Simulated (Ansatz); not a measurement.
# A series in volume scale on NbRh

All results are calculated (Ansatz 0.2.0). Periodic Kohn-Sham DFT of a crystal at fixed atoms, scaled to volume_scale times the given cell; pressure positive in compression, energy less spherical unpolarised free atoms, largest_vzz the field gradient of largest size among the nuclei.

The cell before it is scaled or strained (space group P4/mmm, No. 123):
```
cell vectors (Å)
   2.8420     0.0000     0.0000
   0.0000     2.8420     0.0000
   0.0000     0.0000     3.8090
atoms (fractions of the cell vectors)
Nb  0.00000  0.00000  0.00000
Rh  0.50000  0.50000  0.50000
```

Settings of every row: method all-electron LAPW; functional PBEsol; relativity scalar; k mesh 14x14x11; filling fermi-dirac; smearing width 0.05 eV; basis error target 1 meV/atom; nucleus gaussian.

Atom start moment: 0 on all atoms.

```
row  volume scale  V (Å³/atom)  pressure (GPa)  energy less free atoms (eV/atom)
  1          0.94        14.46          16.341                           -9.9072
  2          0.96       14.767          10.041                           -9.9324
  3          0.98       15.075           4.384                           -9.9462
  4          0.99       15.229               ?                                 ?
  5             1       15.383          -0.694                           -9.9496
  6          1.01       15.536          -3.036                           -9.9478
  7          1.02        15.69          -5.253                           -9.9438
  8          1.04       15.998          -9.342                           -9.9297
  9          1.06       16.306         -13.007                           -9.9082
```

Question: what pressure and energy less free atoms should row 4 give?

Worked fit of pressure. Take u = (V_r/V)^(2/3) − 1 with V_r = 15.459 Å³ an atom, which is twice the finite (Eulerian) strain; such expansions in the strain, on which the Birch-Murnaghan equation of state is built, carry the rest volume and the bulk modulus. The shown rows have u = 0.04554, 0.031, 0.01691, 0.00329, -0.00331, -0.00984, -0.02259, -0.03494. Least squares give pressure = −1.8746 + 352.817 × u + 1002.64 × u² + 707 × u³ GPa; a parabola predicts inner rows, each left out in turn, worse (root mean square 0.013 against 0.0079 GPa). The rows lie off it by 0.002, -0.006, 0.002, 0.009, -0.005, -0.003, -0.001, 0.001 (root mean square 0.0045 GPa). The pressure vanishes at u = 0.0052, or V = 15.34 Å³ an atom, and there the bulk modulus at fixed shape and fractions is B = −V dP/dV = (2/3)(1 + u) dP/du = 244 GPa. Letting shape and atoms relax would as a rule lower it, by much in layered, chain or molecular crystals. The withheld row has u = 0.01004, so the fit gives −1.8746 + 352.817 × (0.01004) + 1002.64 × (0.01004)² + 707 × (0.01004)³ = 1.769 GPa.

The calculation gave 1.776 GPa. The fit lies 0.007 GPa (0.024 % of the column's range) below it; its largest miss of a shown row is 0.009 GPa.

Worked fit of energy less free atoms. Take u = (V_r/V)^(2/3) − 1 with V_r = 15.459 Å³ an atom, which is twice the finite (Eulerian) strain; such expansions in the strain, on which the Birch-Murnaghan equation of state is built, carry the rest volume and the bulk modulus. The shown rows have u = 0.04554, 0.031, 0.01691, 0.00329, -0.00331, -0.00984, -0.02259, -0.03494. Least squares give energy less free atoms = −9.94898 − 0.2732 × u + 25.834 × u² + 6.9 × u³ eV/atom; a parabola predicts inner rows, each left out in turn, worse (root mean square 0.00011 against 2.1e-05 eV/atom). All shown rows lie on it to the printed digit. Its lowest point lies at u = 0.0053, or V = 15.34 Å³ an atom, and the curvature there gives the bulk modulus at fixed shape and fractions, B = (4/9)(1 + u)² E″(u)/V = 243 GPa. Letting shape and atoms relax would as a rule lower it, by much in layered, chain or molecular crystals. The withheld row has u = 0.01004, so the fit gives −9.94898 − 0.2732 × (0.01004) + 25.834 × (0.01004)² + 6.9 × (0.01004)³ = -9.9491 eV/atom.

The calculation gave -9.9491 eV/atom. The fit meets it to the printed digit.
